**Q:** Exact exchange is meant to cure the self-interaction error of density functionals. Yet for these six bond energies the share of it seems to make no difference to the mean error. PBE has none and BHLYP has half, and they end within 1 kJ/mol of each other. Does exact exchange do nothing here?

Errors (level less frozen-core CCSD(T) at the basis-set limit) in the gas-phase electronic dissociation energies of six bonds, Al–H, Si–H, O–H, Ge–H, Sn–F and Sn–Br, computed with Ansatz 0.2.0. Functionals use def2-TZVPP (core potential on Sn), open shells are unrestricted, and geometries are PBE0-D4/def2-TZVP. Zero-point, thermal and spin-orbit terms are left out.

```
         level            class  exact exchange, short range (%)  exact exchange, long range (%)  mean signed error (kJ/mol)  mean absolute error (kJ/mol)  largest error (kJ/mol)                 case of the largest error  cases too high
         SPW92              LDA                                0                               0                        23.5                          23.5                    61.9         [OH][SnH2][F] -> [F] + [OH][SnH2]               6
        PBE-D4              GGA                                0                               0                       -26.8                          26.8                   -33.8  O[Si](F)(Cl)Cl -> [H] + [O][Si](F)(Cl)Cl               0
     r2SCAN-D4         meta-GGA                                0                               0                       -25.2                          25.2                   -32.2  O[Si](F)(Cl)Cl -> [H] + [O][Si](F)(Cl)Cl               0
      HSE06-D4  screened hybrid                               25                               0                       -26.3                          26.3                   -33.6         [OH][SnH2][F] -> [F] + [OH][SnH2]               0
    r2SCANh-D4    global hybrid                               10                              10                       -26.3                          26.3                   -35.3         [OH][SnH2][F] -> [F] + [OH][SnH2]               0
      B3LYP-D4    global hybrid                               20                              20                       -22.2                          22.2                   -31.9         [OH][SnH2][F] -> [F] + [OH][SnH2]               0
    r2SCAN0-D4    global hybrid                               25                              25                       -28.2                          28.2                   -47.1         [OH][SnH2][F] -> [F] + [OH][SnH2]               0
      BHLYP-D4    global hybrid                               50                              50                       -26.1                          26.1                   -55.5         [OH][SnH2][F] -> [F] + [OH][SnH2]               0
       wB97M-V  range-separated                               15                             100                       -12.2                          12.2                   -24.3               [Br][SnH3] -> [Br] + [SnH3]               0
       wB97X-V  range-separated                               17                             100                        -9.1                           9.1                   -18.7  O[Si](F)(Cl)Cl -> [H] + [O][Si](F)(Cl)Cl               0
MP2/def2-TZVPP    wave function                              n/a                             n/a                        -7.7                          11.8                   -19.4             [AlH2][Br] -> [AlH][Br] + [H]               2
      HF/limit     Hartree-Fock                              100                             100                      -115.9                         115.9                  -168.4         [OH][SnH2][F] -> [F] + [OH][SnH2]               0
```

**A:** Look first at what the mean is made of. The errors are level less reference, so a negative one means a bond computed too weak. From PBE to BHLYP every functional has all six cases too low, and that is why the mean absolute error equals the mean signed error in size. The fault is thus a bias, which the choice among these functionals moves only a little. But a mean can stand still while one of its members runs away, so you should also follow the column of the largest error.

**Q:** In that column r2SCANh and r2SCAN0 both have tin–fluorine as their worst case. It goes from -35.3 to -47.1 kJ/mol.

**A:** These two functionals make a good pair, because they differ mainly in their share of exact exchange, 10 and 25 per cent. Take the Sn–F case out of each mean. What remains is the average over four bonds to hydrogen (Al–H, Si–H, O–H and Ge–H) and the Sn–Br bond. It is -24.5 kJ/mol for r2SCANh and -24.4 for r2SCAN0. So exact exchange does act, on the Sn–F bond, while the average of the other five stays where it was.

**Q:** Could that be a peculiarity of r2SCAN?

**A:** B3LYP and BHLYP show the same pattern. Between them the Sn–F error grows from -31.9 to -55.5 kJ/mol, and the mean of the other five again doesn't move. Per added per cent of exact exchange, Sn–F loses about 0.8 kJ/mol in both pairs. I wouldn't make much of so close an agreement, since B3LYP and BHLYP also differ in the rest of their make-up. HSE06 points the same way as far as it can be read. It adds exact exchange to PBE at short range only, and the worst case moves from O–H to Sn–F while the mean hardly changes. The table doesn't give PBE's Sn–F error, so no slope follows for that pair.

**Q:** Can one turn this into a model?

**A:** A very small one. If the electron density hardly changes, the energy of a hybrid is linear in its share $x$ of exact exchange, because $x$ only sets how much semilocal exchange is replaced. I draw a straight line for Sn–F through r2SCANh and r2SCAN0 and hold the other five at their r2SCANh mean. Then I ask for r2SCAN itself, with $x=0$, which wasn't used. The slope is $-11.8/15=-0.79$ kJ/mol per per cent, so going back by 10 per cent gives

$$-35.3+7.9=-27.4\ \text{kJ/mol}$$

for Sn–F. The mean over all six follows as

$$\frac{5\times(-24.5)-27.4}{6}=-25.0\ \text{kJ/mol}.$$

**Q:** The table has -25.2. That looks like a success.

**A:** A modest one. The whole drift from r2SCAN to r2SCANh is only about 1 kJ/mol, so there was little room to fail. The estimate also tests two assumptions at once, the straight line for Sn–F and the steady mean of the other five, so an error in one could hide an error in the other. Only between the two hybrids did we see directly that the drift belongs to Sn–F.

**Q:** Here is what puzzles me. Hartree–Fock is all exact exchange, and its mean error is -115.9 kJ/mol. If I mix in more of it, shouldn't every bond slide towards that disaster?

**A:** Let us try that picture. Going from 10 to 25 per cent covers 15 of the remaining 90 per cent, one sixth of the way to Hartree–Fock. The mean of the other five should then fall by about 13 kJ/mol, and it doesn't fall at all. The picture fails because Hartree–Fock differs from a hybrid in two ways. It has exact exchange throughout, and it has no correlation. These hybrids replace part of the exchange and keep a correlation functional at full strength.

**Q:** So the Hartree–Fock error is the absent correlation. Can one see which correlation?

**A:** For the Si–H bond one can. Its Hartree–Fock error is -81 kJ/mol. The same calculations give the MP2 correlation energy split by spin, and when the bond breaks, 73 kJ/mol of the opposite-spin part is lost but only about 1 of the same-spin part. The Al–H bond behaves alike, with 75 kJ/mol of opposite-spin correlation lost.

**Q:** Why the opposite-spin part alone?

**A:** Because a bond is a pair of electrons with opposite spins in one orbital. The Pauli principle already keeps electrons of equal spin apart in Hartree–Fock, but it does nothing for this pair. In Hartree–Fock each of the two feels only the average of the other and can't dodge it, so the molecule comes out too high in energy. After the break one electron sits alone on a hydrogen atom, where there is nobody to dodge and Hartree–Fock is exact. The error of the pair therefore remains in full in the bond energy.

**Q:** And for Sn–F the Hartree–Fock error is -168.4 kJ/mol, twice as large. It is still one bond.

**A:** It is one bond, but the partner differs. Hydrogen brings a single electron and no others. Fluorine draws charge from tin into a small shell that already holds lone pairs. The added charge has to avoid not only its partner in the bond but all the electrons crowded there. This is an argument from theory, which the numbers here don't test separately. It also explains why Hartree–Fock makes the electron affinity of the fluorine atom much too small.

**Q:** But you just said that the hybrids keep their correlation. Why does Sn–F suffer in them at all?

**A:** Because semilocal exchange does some of correlation's work, and exact exchange doesn't. Think of the hole that an electron digs in the density of the others. With exchange alone, the hole for a bonding pair is spread over both atoms, wherever the electron happens to be. In reality the partner tends to be on the other atom, so the hole gathers round the electron. This is called left–right correlation. A semilocal functional knows only the density nearby, so its exchange hole is compact from the start and resembles the real one.

**Q:** So it gets the right sort of hole for the wrong reason.

**A:** Yes, and the correlation functional has been built to go with it. Replace part of the semilocal exchange by exact exchange, and part of this imitation disappears without anything taking its place. The molecule rises in energy. The separated fragments no longer have that bond, so they rise less, and the computed bond becomes weaker. Left–right correlation alone can't single out Sn–F, though, since the bonds to hydrogen have it too and a polar bond has less of it. The likelier seat is fluorine's own shell. The bond nearly fills it, and semilocal exchange also imitates part of the correlation among the electrons crowded there. The electron affinity of a bare fluorine atom is expected to fall in the same way as exact exchange is added, with no bond present at all. So the effect should be strong where charge moves onto a small atom with lone pairs and weak for the bonds of hydrogen to Al, Si and Ge. The numbers show that Sn–F responds. The reason for it is this argument from theory, which they don't test separately.

**Q:** One of the five other cases is an O–H bond, and oxygen has lone pairs too. Shouldn't it respond?

**A:** It may well do so. A steady mean of five doesn't prove that each of the five is steady. My guess is that two effects work against each other there. Breaking the bond leaves an unpaired electron on oxygen, and semilocal functionals let such an electron spread too easily, which makes the radical too stable and the bond too weak. Exact exchange would repair that while it removes the imitated correlation. One hint fits the guess: O–H is at -33.8 kJ/mol in PBE and can be no worse than -33.6 in HSE06.

**Q:** That leaves the bias itself. Why are the other five too weak by 20 to 25 kJ/mol on average in the hybrids from HSE06 to BHLYP?

**A:** In each reaction one electron pair is broken and none is formed, so an error in describing a pair has nothing to cancel against. That is why similar bonds can share an error of one sign. Part of the shortfall may lie outside the functionals. They are used in a finite basis, and the reference correlates some outer-core shells without functions made for them, which can shift it by up to about 4 kJ/mol a bond. But wB97X-V has the same basis and the same reference, and its mean error is 13 kJ/mol smaller than that of B3LYP. At least that much depends on the functional.

**Q:** wB97X-V has full exact exchange at long range. Is that the cure?

**A:** The comparison can't single it out, because wB97X-V and wB97M-V also differ from the others in their fitted exchange and correlation and in their treatment of dispersion. wB97M-V is also expected to place the free hydrogen atom too high, which would strengthen its four bonds to hydrogen without describing them better. Both do teach something about Sn–F. Neither has it as its worst case, despite all that exact exchange at long range. The loss of 0.8 kJ/mol per per cent is therefore a rule for moving within one family of functionals, and not a law that ranks all of them.

**Q:** Then LDA is the odd one out. It has no exact exchange either, and it makes all six bonds too strong.

**A:** Take Al–H, where one can see how this comes about. Leave the hydrogen atom aside and look at the energy that LDA needs to turn the molecule into the radical. Combined with the exact energy of a hydrogen atom, that step would give a bond 55 kJ/mol too weak, measured against a reference of about 369 kJ/mol. That value is taken as given. The CCSD(T) totals at hand for this molecule and its radical were extrapolated by different schemes, and their difference, about 280 kJ/mol, lies below the Hartree–Fock 282, so it can't be the reference behind the table. Yet the bond comes out too strong, as all six do. So LDA must place the free hydrogen atom too high by at least about 55 kJ/mol.

**Q:** An atom with one electron, and LDA gets it that wrong?

**A:** It is the plainest case of self-interaction. The lone electron repels its own charge cloud, and an exchange energy taken from the uniform electron gas cancels only part of that. The bond is then measured against an atom that is too high, and so it looks strong. PBE and r2SCAN describe the hydrogen atom almost exactly. They lose this compensation. They also mend part of the step from molecule to radical, since their Al–H errors can be no worse than -33.8 and -32.2 kJ/mol, but the rest shows as a weak bond.

**Q:** For Sn–F there is no hydrogen atom, and LDA is worst there, at +61.9 kJ/mol.

**A:** There the usual overbinding of LDA is at work. It treats the steep density of a separated atom worse than the smoother density of a bond, so the products are again too high. Gradient corrections are designed to mend exactly this.

**Q:** And MP2? Its mean error is the smallest of all.

**A:** Its mean flatters it, because two cases are too high and four too low, and the mean absolute error is 11.8 kJ/mol. But it does contain the pair correlation that Hartree–Fock lacks. For Si–H it leaves only 7 kJ/mol of the error at the basis-set limit. For Al–H, its worst case in the table, the error shrinks from -19.4 to about -12 kJ/mol at that limit, so part of it belongs to the basis.

**Q:** Where would this matter in practice?

**A:** Wherever a computed bond energy decides whether a radical forms. For the six bonds here, the functionals from PBE to BHLYP make breaking the bond look too easy by 22 to 28 kJ/mol on average. More exact exchange didn't cure this in either pair of hybrids compared here, and for the Sn–F bond it made the step look easier still.
